# The Doppler line of a free-electron gas, from two shells

**Speaker.** A positron and an electron with total momentum $\mathbf p$ and total energy $E_T$ turn into two photons. Photon 1 goes along $z$ to a detector; $p_L$ and $p_T$ are the components of $\mathbf p$ along and across $z$. Squaring $E_T-E_1=|c\mathbf p-E_1\hat{\mathbf z}|$ gives, exactly,

$$E_1=\frac{E_T^2-c^2p^2}{2(E_T-cp_L)}=\frac{E_T}{2}+\frac{cp_L}{2}-\frac{c^2p_T^2}{2E_T}+\dots$$

For a free electron and a positron at rest, $E_T=2mc^2-E_0+p^2/2m$, with $m$ the electron mass and $E_0\ll mc^2$ a constant binding energy. The $p_T^2$ terms cancel, and the shift from the line centre $mc^2-E_0/2$, near 511 keV, is

$$\Delta E=\frac{cp_L}{2}+\frac{p_L^2}{4m}+\dots$$

I keep the first term. The line then maps the distribution of $p_L$.

For independent particles the rate at momentum $\mathbf p$ is proportional to $\sum_{\mathbf k}n_{\mathbf k}\left|\int e^{-i\mathbf p\cdot\mathbf r/\hbar}\psi_+\psi_{\mathbf k}\,d^3r\right|^2$, with occupations $n_{\mathbf k}$. For constant $\psi_+$ and plane waves $\psi_{\mathbf k}$, each occupied state contributes equally, at $\mathbf p=\hbar\mathbf k$. A momentum-independent enhancement drops out on normalising.

## The model

Put $x=p_L/\hbar k_F=\Delta E/\Delta E_c$ with $\Delta E_c=c\hbar k_F/2$. Replace the Fermi sphere by $M$ thin isotropic shells of radii $x_j=(j-\tfrac12)/M$ and weights $w_j\propto x_j^2$ that sum to one. On a shell $x=x_j\cos\vartheta$, and $\cos\vartheta$ is uniform on $[-1,1]$, so the shell gives a rectangle of half-width $x_j$ and height $w_j/2x_j\propto j-\tfrac12$. On the step centred at $|x|=q/M$, with integer $q$, shells $j>q$ contribute. Using

$$\sum_{j=q+1}^{M}(j-\tfrac12)=\frac{M^2-q^2}{2},\qquad \sum_{j=1}^{M}(j-\tfrac12)^2=\frac{M(4M^2-1)}{12},$$

the normalised height is

$$f_M(q/M)=\frac{4M^2}{4M^2-1}\cdot\frac34\left(1-\frac{q^2}{M^2}\right).$$

The step centres lie exactly on an inverted parabola that vanishes at $|x|=1$. One shell is a bare rectangle, so $M=2$ is the smallest case with curvature: radii $1/4$ and $3/4$, weights $1/10$ and $9/10$.

The full sphere follows from slicing. The disc at height $x$ has area $\pi(1-x^2)$ out of a volume $4\pi/3$, so

$$f(x)=\tfrac34(1-x^2),\quad |x|\le1,$$

which is the limit $M\to\infty$. Half height lies at $x=\pm1/\sqrt2$, so the full width at half maximum (FWHM) is $\sqrt2\,\Delta E_c$. The variance is $1/5$, against $1/5-7/(60M^2)$ for shells.

## Numbers

For aluminium I use the typical free-electron value $k_F=1.75\times10^{10}\ \mathrm{m^{-1}}$. With one guard digit, $c\hbar k_F=3.453$ keV and $\Delta E_c=1.727$ keV. The line-shape parameter $S$ is the area within $|\Delta E|<w$. An assumed $w=0.8$ keV gives $x_w=0.463$, and the sphere has $S=(3x_w-x_w^3)/2$.

| | two shells | sphere |
|---|---|---|
| $f$ at $x=0$ | 0.8 | 0.75 |
| $f$ at $x=1/2$ (0.86 keV) | 0.6 | 0.5625 |
| $f$ at $x=1$ | 0 | 0 |
| FWHM (keV) | 2.59 | 2.44 |
| rms width (keV) | 0.714 | 0.772 |
| $S$ | 0.656 | 0.645 |

**Question.** In what sense is the small model exact, when the widths differ?

**Speaker.** The ratios of heights at step centres are exact, here $3/4$, and the prefactor is $16/15$. The widths depend on the step edges. The two-shell line drops to zero at $x=3/4$, so its FWHM is $1.5\,\Delta E_c$.

**Question.** How large is what you dropped from the kinematics?

**Speaker.** The small parameter is $\hbar k_F/mc=6.8\times10^{-3}$. At the cutoff, $p_L^2/4m=5.8$ eV, or 0.34 % of $\Delta E_c$. Aberration also weights each pair by $(1-\beta^2)/(1-\beta_L)^2\approx1+p_L/mc$, where $\boldsymbol\beta=c\mathbf p/E_T$; that is 0.7 % at the cutoff. Both effects skew the line and, to first order, cancel in the FWHM and in $S$.

**Question.** A thermal positron isn't at rest.

**Speaker.** Its momentum adds to the electron's, so the parabola is convolved with a Gaussian of standard deviation $\tfrac c2\sqrt{m_+k_BT}$. Assuming $m_+=m$ and $T=300$ K, this is 57.5 eV, or $s=0.0333$ in units of $\Delta E_c$. Several $s$ inside the cutoff, convolution turns $1-x^2$ into $1-x^2-s^2$, and the FWHM becomes $\sqrt{2(1-s^2)}\,\Delta E_c$, narrower by 0.06 %. The cutoff is rounded over a few $s$. The parabola is exact for $s=0$ and electrons at zero temperature.

**Question.** What does the second detector measure?

**Speaker.** Let the photons leave along unit vectors $\mathbf n_1,\mathbf n_2$ with $\mathbf n_1\cdot\mathbf n_2=-\cos\theta$. Project $c\mathbf p=E_1\mathbf n_1+E_2\mathbf n_2$ on $\mathbf n_1-\mathbf n_2$, whose length is $2\cos(\theta/2)$. With $p_L$ now measured along that symmetric axis,

$$E_1-E_2=\frac{cp_L}{\cos(\theta/2)}$$

exactly, whatever $E_T$ is. Since $\theta\approx p_T/mc$ reaches only 6.8 mrad, the relative correction $\theta^2/8$ is at most $6\times10^{-6}$. If the detectors accept all these angles, the difference spectrum is the same parabola on a doubled scale, with cutoff 3.45 keV and FWHM 4.88 keV.

**Question.** Would I see the cutoff with a germanium detector?

**Speaker.** Not sharply, because the resolution rivals the line. A typical Gaussian resolution of 1.2 keV FWHM has $\sigma=\mathrm{FWHM}/\sqrt{8\ln2}=0.510$ keV. Variances add, so the rms width grows from 0.772 to 0.925 keV. With two equal, independent detectors, $(E_1-E_2)/2$ carries $\sigma/\sqrt2=0.36$ keV. The table leaves resolution out.

**Question.** And real aluminium, with vacancies?

**Speaker.** The cutoff of 1.73 keV and the width of 2.44 keV are the model's numbers. As typical knowledge, the valence part of the aluminium line is close to this parabola, made somewhat fuller near $k_F$ by momentum-dependent enhancement. Core electrons and Umklapp components add weak wings beyond the cutoff, where the model gives zero, so it says nothing about wing parameters. For vacancies it gives a direction. $S$ rises with $x_w\propto1/k_F$, because $dS/dx_w=\tfrac32(1-x_w^2)>0$, so a positron that samples a lower electron density sees a narrower line. A trapped positron also has its own momentum spread and overlaps the cores less, and a uniform gas contains neither effect.